**Problem: the spin-orbit splitting of the 4d shell from Ag²⁺ to Xe²⁺**

The table lists the two 4d levels of eight doubly charged ions in a spherical Dirac Kohn-Sham calculation. $Z$ is the nuclear charge, $\varepsilon$ an eigenvalue, and the mean radius is $\langle r\rangle$ of the orbital. The last column, $\Delta=\varepsilon(4d_{5/2})-\varepsilon(4d_{3/2})$, separates two occupied levels, so it is a fine-structure splitting and not a gap between filled and empty states. Ag²⁺ is 4d⁹ with its hole placed in $4d_{5/2}$, and the other seven ions have a full 4d shell.

Doubly charged ions from Ag to Xe, computed with Quantum ESPRESSO ld1.x 7.5 as spherical, spin-unpolarised all-electron atoms at the Dirac Kohn-Sham level with the PBEsol functional and a point nucleus. Open subshells are filled with the lower j first, and eigenvalues are negative for bound levels.

```tsv
species	Z	electrons	configuration	eigenvalue (4d3/2) (eV)	eigenvalue (4d5/2) (eV)	mean radius (4d3/2) (bohr)	mean radius (4d5/2) (bohr)	ε(4d5/2) − ε(4d3/2) (eV)
Ag2+	47	45	[Kr] (4d3/2)4 (4d5/2)5	-29.233	-28.614	1.2997	1.3161	0.6187
Cd2+	48	46	[Kr] (4d3/2)4 (4d5/2)6	-30.866	-30.147	1.2420	1.2587	0.7192
In2+	49	47	[Kr] (4d3/2)4 (4d5/2)6 (5s1/2)1	-37.052	-36.177	1.1569	1.1721	0.8753
Sn2+	50	48	[Kr] (4d3/2)4 (4d5/2)6 (5s1/2)2	-43.822	-42.771	1.0839	1.0980	1.0515
Sb2+	51	49	[Kr] (4d3/2)4 (4d5/2)6 (5s1/2)2 (5p1/2)1	-52.383	-51.130	1.0185	1.0314	1.2529
Te2+	52	50	[Kr] (4d3/2)4 (4d5/2)6 (5s1/2)2 (5p1/2)2	-61.413	-59.937	0.96218	0.97420	1.4762
I2+	53	51	[Kr] (4d3/2)4 (4d5/2)6 (5s1/2)2 (5p1/2)2 (5p3/2)1	-71.207	-69.483	0.91270	0.92402	1.7235
Xe2+	54	52	[Kr] (4d3/2)4 (4d5/2)6 (5s1/2)2 (5p1/2)2 (5p3/2)2	-81.492	-79.497	0.86899	0.87977	1.9954
```

**(a)** Derive the splitting of a hydrogenic $nd$ level to first order in the spin-orbit coupling. Does this formula, with one screened charge $Z-\sigma$, describe the growth of $\Delta$?

*Solution.* In atomic units an electron in a central potential $V(r)$ has the spin-orbit energy $\zeta\,\mathbf{l}\cdot\mathbf{s}$, where $\zeta=\tfrac{\alpha^2}{2}\langle \tfrac1r \tfrac{dV}{dr}\rangle$ and $\alpha$ is the fine-structure constant. The product $\mathbf{l}\cdot\mathbf{s}$ equals $l/2$ for $j=l+\tfrac12$ and $-(l+1)/2$ for $j=l-\tfrac12$, so $\Delta=(l+\tfrac12)\zeta$. An attractive potential has $dV/dr>0$, which puts the lower $j$ deeper. In every row $4d_{3/2}$ is indeed the more strongly bound and the smaller orbital.

For $V=-Z/r$ one has $\zeta=\tfrac{\alpha^2}{2}Z\langle r^{-3}\rangle$ and $\langle r^{-3}\rangle=Z^3/[n^3l(l+\tfrac12)(l+1)]$. With $E_h$ the hartree this gives

$$\Delta=\frac{\alpha^2Z^4}{2n^3\,l(l+1)}E_h=K Z^4,\qquad K_{4d}=\frac{\alpha^2E_h}{768}=1.8868\times10^{-6}\ \text{eV}.$$

The table grows far faster than $Z^4$. From Ag²⁺ to Xe²⁺ the nuclear charge rises by a factor 1.149 and $\Delta$ by a factor 3.225. A straight line through $\ln\Delta$ against $\ln Z$ for all eight rows has slope 8.6. Screening accounts for much of this, since $(Z-\sigma)^4$ has the logarithmic slope $4Z/(Z-\sigma)$, which is near 8 when about half of the nuclear charge is hidden.

One constant $\sigma$ is still not enough. A least-squares fit of $\ln[K(Z-\sigma)^4]$ to $\ln\Delta$ over all rows gives $\sigma=22.6$, and the model lies 8.5% above the table at Cd²⁺ and 8.5% below it at Xe²⁺. Solving for the charge row by row shows the reason: it has to climb from 23.9 to 32.1, about eight units, while the nucleus gains seven. Over the series as a whole the 4d shell becomes less screened, and a formula with fixed screening is too flat.

**(b)** A 4d electron has most of its probability in an outer lobe, but the spin-orbit integral collects its value close to the nucleus. Build a model with two effective charges, evaluate it for Sn²⁺, and say which charge drives the trend.

*Solution.* The hydrogenic result can be read as a product, $Z^4/n^3=Z^2\times(Z^2/n^3)$. The second factor is $dE/dn$, which in the semiclassical picture is the frequency of the radial motion, the rate at which the electron dives towards the nucleus. The first factor measures the spin-orbit effect of a single dive. In a many-electron ion these two factors belong to different regions, and this is the Landé argument for penetrating orbits.

During the dive the potential is much deeper than the binding energy, so the shape of the inner lobe depends on the local charge alone, an inner charge $Z_i=Z-s$. The period is spent mostly in the slow outer part of the orbit, where the electron feels a smaller outer charge $Z_o$. The size of the orbital measures this charge through the hydrogenic relation $\langle r\rangle=[3n^2-l(l+1)]/2Z_o$, which for 4d is $21/Z_o$ bohr. The model is

$$\Delta=K\,(Z-s)^2\,Z_o^2,\qquad Z_o=21/\langle r\rangle .$$

In words, at a given inner charge the splitting goes as the inverse square of the orbital's size: a smaller orbital vibrates faster and carries more weight in its inner lobe. Here $\langle r\rangle$ is the mean of the two tabulated radii with the degeneracy weights 4:6. The one fitted constant, $s=11.19$, comes from least squares on $\ln\Delta$ over all eight rows. For Sn²⁺, a true closed shell and one of the fitted rows,

$$\langle r\rangle=0.4(1.0839)+0.6(1.0980)=1.0924,\quad Z_o=19.22,\quad Z_i=50-11.19=38.81,$$

$$\Delta=1.8868\times10^{-6}\times(38.81)^2\times(19.22)^2\approx1.050\ \text{eV}.$$

The table has 1.0515 eV, so the estimate is 0.1% low. Over the series the rms error relative to the table is 0.24%, and the worst row is Ag²⁺, where the model is about 0.6% high. The model falls furthest below the table at the Xe²⁺ end. The residuals of these two rows stand well above the rounding of the table, about 0.01%, so they mark real limits of the formula.

The two factors divide the growth. From Ag²⁺ to Xe²⁺, $Z_o^2$ rises by a factor 2.24 and $Z_i^2$ by a factor 1.43, so within this model the contraction of the shell carries 69% of the logarithmic growth. The steepness of the trend comes mainly from a shell that began as the valence shell of Ag²⁺ and is shrinking into the core.

The fit ties together two results of one calculation, radius and splitting, and the causal reading rests on the argument above. The constant $s$ is an effective number: taking the outer charge from the mean inverse radius of the same orbitals, $Z_o=16\langle 1/r\rangle$, and refitting in the same way moves it to 11.8 and raises the largest error to 1.2%. The agreement to a fraction of a percent is agreement with a calculation that has one functional and no Breit term. It says nothing at that precision about measured fine structure, which in the open-shell ions also involves terms that a spherical, unpolarised atom does not resolve.

The 3d shell of the same ions shows how a settled core shell behaves. Its splitting grows by a factor of only 2.09, because the orbital was already compact at Ag²⁺ and shrinks by a smaller fraction. The same two-charge form with $n=3$, fitted in the same way, holds to about 0.5% but needs $s=8.2$, so $s$ does not carry over between shells. The ratio of the 4d to the 3d splitting rises in every step yet reaches only 0.153 at Xe²⁺, far below the hydrogenic $27/64$, which shows how much more heavily the outer 4d lobe is still screened.

**(c)** Form the relative step in $\Delta$ between neighbouring rows. Locate the irregularity, explain it, and decide whether size or binding energy is the better guide to the splitting.

*Solution.* The step is 16.2% for Ag→Cd, jumps to 21.7% for Cd→In, and then falls at every step to 15.8% for I→Xe. The 3d steps fall throughout, with no break at In²⁺. The irregularity therefore belongs to the 4d shell and not to the region near the nucleus that both shells sample. The model locates it in the radius, written here as size factor times inner-charge factor:

$$\text{Ag}\to\text{Cd}:\ \left(\tfrac{1.3095}{1.2520}\right)^2\left(\tfrac{36.81}{35.81}\right)^2=1.094\times1.057=1.156,$$

$$\text{Cd}\to\text{In}:\ \left(\tfrac{1.2520}{1.1660}\right)^2\left(\tfrac{37.81}{36.81}\right)^2=1.153\times1.055=1.216 .$$

The inner factor hardly changes between the two steps, and the break sits wholly in the size factor. The numbers show this much, though the model understates the first step slightly because it overshoots at Ag²⁺. Whether that overshoot comes from the open 4d shell of this one ion is untested.

Standard screening theory explains the break in size. Each step adds one proton and one electron, and the net pull on 4d depends on where the electron goes. For Ag→Cd it enters 4d itself, lies inside another 4d electron part of the time, and cancels part of the new proton. In all later steps it enters 5s or 5p, whose mean radius in these runs is about twice that of 4d for 5s and larger still for 5p, and spherical charge outside an electron exerts no force on it. Slater's rules would give a gain in $Z_o$ of 0.65 for the first case and 1 for the second; the radii give 0.74 and 1.24.

After In²⁺ the gain in $Z_o$ stays between 1.15 and 1.24 per step. A nearly constant gain on a growing base gives a falling percentage, since the step is roughly $2\,\delta Z_o/Z_o+2/Z_i$, and this is the steady decline towards Xe²⁺. That the gain exceeds one unit per proton matches the finding of part (a). A likely reason, offered as a guess, is that 4d shrinks faster than 4s and 4p in these runs, so that less of their charge lies inside it and screens it.

Binding energy is the poorer guide. A power law $\Delta\propto|\varepsilon|^p$, fitted as a line in the logarithms over all rows with the 4:6 mean eigenvalue, gives $p=1.09$. It has two parameters and still lies 6.6% above the table at Ag²⁺. For Ag→Cd the binding grows by only 1.57 eV, against 6.09 eV in the next step, a far sharper break than the splitting shows.

The shell theorem argues why the two part ways. Outer charge exerts no force on 4d but raises its potential by a nearly uniform amount, which shifts $\varepsilon$ and leaves $dV/dr$ almost alone. At Sn→Sb, where filling moves from 5s to the more distant 5p, the relative step in binding rises from 18.2% to 19.5%, while that in $\Delta$ falls from 20.1% to 19.2%. The eigenvalue is also not a removal energy: for Cd²⁺ the computed ionisation energy exceeds $-\varepsilon(4d_{5/2})$ by 7.54 eV, as is usual for a semilocal functional that places occupied levels too high.

The case for same-shell screening rests here on a single step, and that step starts from the only ion with an open 4d shell. The open question is whether a gain of about 0.7 in $Z_o$ is the rule for each electron that enters 4d, or whether part of it is peculiar to the closing of the shell at Cd²⁺.
